**Q.** I have this level list for eight d electrons on a trigonal site, from a parametric ligand-field diagonalisation. Which sizes should I have in my head before I read it?

**A.** Four. Moving one electron from the $t_{2g}$ set to the $e$ pair costs about 18000 cm⁻¹. Pairing two spins without moving an electron costs 10000 to 20000. The trigonal field splits $t_{2g}$ by nearly 4000, a fifth of the cubic splitting. It also couples $t_{2g}$ to $e$ with a matrix element below 2000, which looks negligible and is responsible for the oddest rows. Spin-orbit coupling, roughly several hundred cm⁻¹ for a late 3d ion as a recalled size, is absent, so gaps of 100 cm⁻¹ deserve little trust.

Calculated values. Parametric ligand-field model of a d⁸ configuration on a D3d site, solved by exact diagonalisation (ligand-field diagonalisation 1) without spin-orbit coupling. The Racah parameters are B = 540 and C = 2730 cm⁻¹, and the Wybourne parameters are B20 = 8400, B40 = -25620 and B43 = -30872.8 cm⁻¹. Energies are relative to the lowest term; e electrons are mean numbers in the cubic e pair.

| term symbol | term energy (cm⁻¹) | term e electrons |
| --- | --- | --- |
| 3A2 | 0.0 | 2.01 |
| 1E | 9649.6 | 2.02 |
| 1A1 | 17424.8 | 2.11 |
| 3E | 17516.3 | 3.00 |
| 3A1 | 19852.4 | 3.00 |
| 3E | 24575.8 | 3.03 |
| 3A2 | 24651.3 | 3.09 |
| 1E | 26572.3 | 3.01 |
| 1A1 | 29708.2 | 3.00 |
| 1E | 30705.6 | 3.02 |
| 1A2 | 31792.4 | 3.00 |
| 3E | 37865.1 | 3.97 |
| 3A2 | 43006.0 | 3.90 |
| 1A1 | 44374.0 | 3.99 |
| 1E | 46278.8 | 3.99 |
| 1E | 50495.7 | 3.97 |
| 1A1 | 63232.6 | 3.91 |

The term symbol gives the spin multiplicity and the species in $D_{3d}$; every term is gerade. The term energy is counted from the lowest term. The column term e electrons, which I call $n$, is the mean number of electrons in the cubic $e$ pair. $B$ and $C$ are the Racah repulsion parameters.

**Q.** How do I get those sizes from three Wybourne parameters?

**A.** With $m$ quantised along the threefold axis, the diagonal energies in cm⁻¹ are

$$\epsilon_0=\tfrac27B_{20}+\tfrac{6}{21}B_{40}=-4920,\quad \epsilon_1=\tfrac17B_{20}-\tfrac{4}{21}B_{40}=6080,\quad \epsilon_2=-\tfrac27B_{20}+\tfrac{1}{21}B_{40}=-3620,$$

and $B_{43}$ joins $m=\pm2$ to $m=\mp1$ with strength $w=\tfrac{\sqrt{35}}{21}|B_{43}|=8697.4$. The $m=0$ orbital is the $a_{1g}$ member of $t_{2g}$. The other two members, call them $e_t$, are two thirds $|m|=2$ and one third $|m|=1$, and the cubic $e$ pair has the weights reversed:

$$\epsilon(e_t)=\tfrac23\epsilon_2+\tfrac13\epsilon_1-\tfrac{2\sqrt2}{3}w=-8586.7,\qquad \epsilon(e)=\tfrac13\epsilon_2+\tfrac23\epsilon_1+\tfrac{2\sqrt2}{3}w=11046.7.$$

The cubic splitting $\Delta=10Dq$ is $\epsilon(e)$ minus the mean of the three $t_{2g}$ energies, 18411, or about $34B$: a strong field. Reading it from $B_{43}$ alone gives 18450. The trigonal splitting is $v=\epsilon_0-\epsilon(e_t)=3667$, with $a_{1g}$ on top. Since $e_t$ and $e$ belong to the same species in $D_{3d}$, they are coupled, by $|v'|=|\tfrac{\sqrt2}{3}(\epsilon_2-\epsilon_1)+\tfrac13w|=1673.5$. None of these is fitted.

**Q.** Then the energies should simply climb by $\Delta$ for each extra $e$ electron.

**A.** The blocks do: $n\approx2$ runs from 0 to 17425, $n\approx3$ from 17516 to 31792 and $n\approx4$ from 37865 to 63233. But the blocks are 14000 to 25000 wide, comparable with their spacing. An unweighted least-squares line of energy against $n$ through all 17 rows leaves an rms error of about 6700 cm⁻¹, and its slope of about 20600 is not $\Delta$, because it also absorbs repulsion.

It is easier to think of $d^8$ as two holes. The ground term has both in $e$, with parallel spins. Each hole moved to $t_{2g}$ costs $\Delta$ on average, $\Delta-\tfrac23v$ if it lands in $a_{1g}$ and $\Delta+\tfrac13v$ if it lands in $e_t$. On top of that comes repulsion, from the standard Tanabe-Sugano diagonal elements relative to the ground term: $8B+2C$ and $16B+4C$ for the singlets with both holes in $e$; 0 and $12B$ for ${}^3T_2$ and ${}^3T_1$ with one hole moved; $8B+2C$ and $12B+2C$ for the matching singlets; $3B$, $9B+2C$ and $18B+5C$ with both moved.

Two rows check this cleanly. ${}^3A_1$ and ${}^1A_2$ are alone in their species, so nothing mixes with them and both have $n=3.00$. Both hold one hole in $e_t$ and one in $e$, so they must differ by $12B+2C=11940$, and the table gives $31792.4-19852.4=11940.0$.

**Q.** But ${}^3A_1$ should then lie at $\Delta+v/3$, and it is higher.

**A.** By 219 cm⁻¹, and the reason lies in the zero of energy. The ground ${}^3A_2$ is coupled to the ${}^3A_2$ with one hole in $e_t$. Either of two holes can hop, and the partner state is normalised by $1/\sqrt2$, so the element is $2v'/\sqrt2=\sqrt2v'=2367$. The partner lies at $\Delta+\tfrac13v+12B=26113$, and second order gives a lowering of $2367^2/26113=215$, against 219 from the full matrix. The admixed weight, $(2367/26113)^2\approx0.008$, is why the ground row shows 2.01 where cubic symmetry gives exactly 2. All excitation energies carry this 219.

**Q.** The first two excited terms keep $n\approx2$. Why is one so close to its formula and the other not?

**A.** Both are spin-pairing excitations and neither measures $\Delta$. Repulsion can move a pair of holes from $e$ to $t_{2g}$ at once, and the strength depends on the species. For ${}^1E$ the element is $2\sqrt3B=1871$ across a gap $2\Delta+B$ of about 37000, a push of under 100, and the net trigonal shift is smaller still, because $v'$ lowers this term by only slightly more than the 219 by which it lowers the ground term, so the term at 9649.6 stays only 130 below $8B+2C=9780$. For ${}^1A_1$ the element is $\sqrt6(2B+C)=9333$, large because it contains $C$. Across a gap of 40632 the two-level push is 2041, which takes $16B+4C=19560$ down to 17519, within 94 of the table. The admixed weight is 0.046 and two electrons move, so $n=2+2\times0.046=2.09$; the trigonal terms supply the rest of 2.11. The partner at the top of the table loses about as much, 3.91.

Mixing only moves $e$ character around within a species. The three ${}^3A_2$ counts add to 9.00 and the four ${}^1A_1$ counts to 13.01, against the integers 9 and 13, which agrees to the rounding.

**Q.** My instinct is to take the lowest spin-allowed excitation, ${}^3E$ at 17516.3, as $10Dq$.

**A.** It lies 895 below $\Delta$. In first order the $A$ component of a $T$ term with one $t_{2g}$ hole has that hole in $e_t$ and rises by $v/3$. The $E$ component is half $a_{1g}$, half $e_t$, and falls by $v/6$, so the splitting is $v/2=1833$. The table has 2336. Because the $E$ parts of ${}^3T_2$ and ${}^3T_1$ are the two orthogonal half-and-half combinations, $v$ also couples them, by $v/2$, across $12B=6480$. Second order gives $1833^2/6480=519$; the exact two-level result widens the splitting to 2316, only 20 short of the table. The mean of ${}^3A_1$ and ${}^3E$ weighted one to two, 18295, comes within 116 of $\Delta$, partly by cancellation: the 219 from the ground term works against two thirds of that downward push.

**Q.** Now the pair at 24575.8 and 24651.3. A splitting of 75.5 looked to me like a nearly cubic site.

**A.** The same $v$ splits the upper ${}^3T_1$ by 5141, so the site is far from cubic. The small gap is a cancellation. By their free-ion origin the two terms are ${}^3T_1(F)$ and ${}^3T_1(P)$, but at this field the lower is mostly one hole in $t_{2g}$ and the upper mostly two. First order gives splittings, $A_2$ minus $E$, of $v/2=1833$ and $v=3667$.

The two terms are connected twice: by repulsion, $6B=3240$, and by $v'$, which hops the remaining $e$ hole into $e_t$. Amplitudes between the same pair of states add before they are squared. In the $A_2$ species the upper state has both holes in $e_t$, the hop has strength $\sqrt2v'$ as before, and here the signs agree: $3240+2367=5607$. In the $E$ species the upper state has one hole in $a_{1g}$ and one in $e_t$, only the $a_{1g}$ half of the lower state connects to it, and the sign is opposite: $6B-v'/\sqrt2=3240-1183=2057$.

For a coupling $x$ across a gap $g$ the push is $\tfrac12(\sqrt{g^2+4x^2}-g)$. The $A_2$ gap is $\Delta-9B+v/3=14773$, so the push is 1887 and the admixed weight 0.102. The $E$ gap is $\Delta-9B-v/6=12940$, with push 319 and weight 0.023. For the lower term, start from 1833. The coupling to ${}^3T_2$ raises its $E$ part by as much as it lowered the other, $2316-1833=483$. The unequal pushes remove $1887-319=1568$, and the ground term raises the $A_2$ part by 215:

$$1833-483-1568+215=-3\ \text{cm}^{-1},$$

against 75.5 in the table. For the upper term the pushes act the other way, and the $E$ part is raised a further $1183^2/(37220-17800)=72$ by ${}^3T_2$, the two numbers being the unmixed energies of those states:

$$3667+1568-72=5163\ \text{cm}^{-1},$$

against 5141. No row was fitted in either estimate. The second is 0.4% above the table value. The first is off by about 80, small beside the terms that cancel but as large as the answer, and it gets the sign wrong: pairwise pushes explain why the gap is near zero and cannot say which component is lower.

**Q.** What in the table supports that story, apart from the two energies?

**A.** The $n$ column. Cubic mixing alone gives 3.05 for both components of the lower term. The table has 3.09 for $A_2$ and 3.03 for $E$, and 3.90 and 3.97 for the upper partners. The $A_2$ weight of 0.10, less the 0.01 handed to the ground term, gives the 3.09.

Rediagonalising the same two-hole matrix with pieces removed isolates the cause. With $v$ but no $v'$ the two splittings are 1410 and 3571. With $v'$ but no $v$ the lower one is inverted, $-1504$. With both present and the sign of $v'$ reversed they become 2612 and 2334, and the larger $n$ passes to the $E$ component. A purely second-order effect of $v'$ would not notice its sign, so the large change shows the cross term with repulsion at work.

For a neighbouring case this gives a rule. The lower ${}^3T_1$ splitting is roughly $v/2$, less the push from ${}^3T_2$, less a piece that grows with the product of $B$ and $v'$ over $\Delta-9B$; the upper is roughly $v$ plus that same piece. The piece changes sign with $v'$, apart from a smaller part in $v'^2$. The cancellation is an accident of these parameters, and a larger $\Delta$ at fixed $v$, $v'$ and $B$ would weaken it.

**Q.** Do the singlets follow the same rules?

**A.** Yes, with smaller gaps. The one-hole ${}^1T_2$ and ${}^1T_1$ are only $4B=2160$ apart, and $v/2$ couples their $E$ parts as before. The two ${}^1E$ levels then separate by $\sqrt{2160^2+3667^2}=4256$, 3% above the table's $30705.6-26572.3=4133.3$. In this two-level picture each carries about a quarter of the other parent, so the octahedral labels are blurred, and the states lean towards a hole in $a_{1g}$ for the lower and in $e_t$ for the upper. That is why the $A$ minus $E$ gaps, both 1833 in first order, move apart: this coupling alone gives 2881.1 and 785.5, and repulsion mixing and $v'$ carry them to 3136 and 1087. This coupling leaves $n$ alone, since both states have three $e$ electrons; a count near an integer does not mean a pure cubic parent.

With both holes in $t_{2g}$, ${}^1T_2$ and ${}^1E$ are degenerate before mixing, so $v$ sorts the two ${}^1E$ levels fully into $a_{1g}e_t$ and $e_t^2$ hole pairs, $v$ apart. The table has 4217, and nearly all of the excess over 3667 appears only when $v'$ is included. Reversing the sign of $v'$ gives 3447 instead, which separates two parts. About 385 changes sign with $v'$ and is again a cross term with repulsion. About 157 does not, close to the 141 by which $v'$ alone raises the cost of one more hole in $e_t$. The top ${}^1A_1$ starts at $2\Delta+18B+5C=60192$, gains 2041 from the spin-paired term, and about 1000 more from the trigonal field, mostly through a coupling of 3457 to the ${}^1A_1$ below it.

**Q.** How good is the simple picture overall?

**A.** Over all 17 rows, with no fitted constant, the rms error against the table is 1952 cm⁻¹ for unmixed cubic configurations, 1672 with repulsion mixing and 500 with $v$ added. The worst row at each of these steps is ${}^3A_2$ at 43006.0, still 1440 too low without $v'$. The improvement is not uniform: adding $v$ alone moves the lower ${}^3A_2$ from 495 too low to 783 too high. The share credited to each ingredient depends on the order of addition, since the cross terms belong to no single one. With $v'$ included every energy returns within 0.06 cm⁻¹, about the rounding of the table. That last step is the same model solved again. It confirms the conventions and says nothing about whether the model describes a crystal.

**Q.** Can I use the order of ${}^1A_1$ at 17424.8 and ${}^3E$ at 17516.3 to assign a spectrum?

**A.** No. By the Hellmann-Feynman theorem the slope of a level against $\Delta$, at fixed $v$, $v'$, $B$ and $C$, is its $n$, up to a constant common to all levels; this holds by construction. The two differ in slope by $3.00-2.11=0.89$, so they cross if $\Delta$ is lower by $91.5/0.89=103$ cm⁻¹, 0.56% of its value. In a cubic field spin-orbit coupling cannot connect ${}^1A_1$ to ${}^3T_2$. Here it reaches one spin component of the triplet through the ${}^3T_1$ character that the trigonal field has mixed in, so the element is only a fraction of the spin-orbit constant, but with a gap this small I would still expect an avoided crossing with partly mixed spin; the 75.5 gap is equally exposed. The slopes still tell something in words: terms with $n$ near the ground value hardly shift as the ligands move, which is an argument for narrow lines, while terms with $n\approx3$ or 4 shift by one or two times the change in $\Delta$. Actual widths need vibronic coupling, which this model lacks. It also uses one $B$ and one $C$ for all orbitals, with no covalency or charge transfer. That bites on exact relations such as the 11940, which a real ion with differently expanded $e$ and $t_{2g}$ orbitals need not obey, and on the highest terms, where charge-transfer states can intrude.
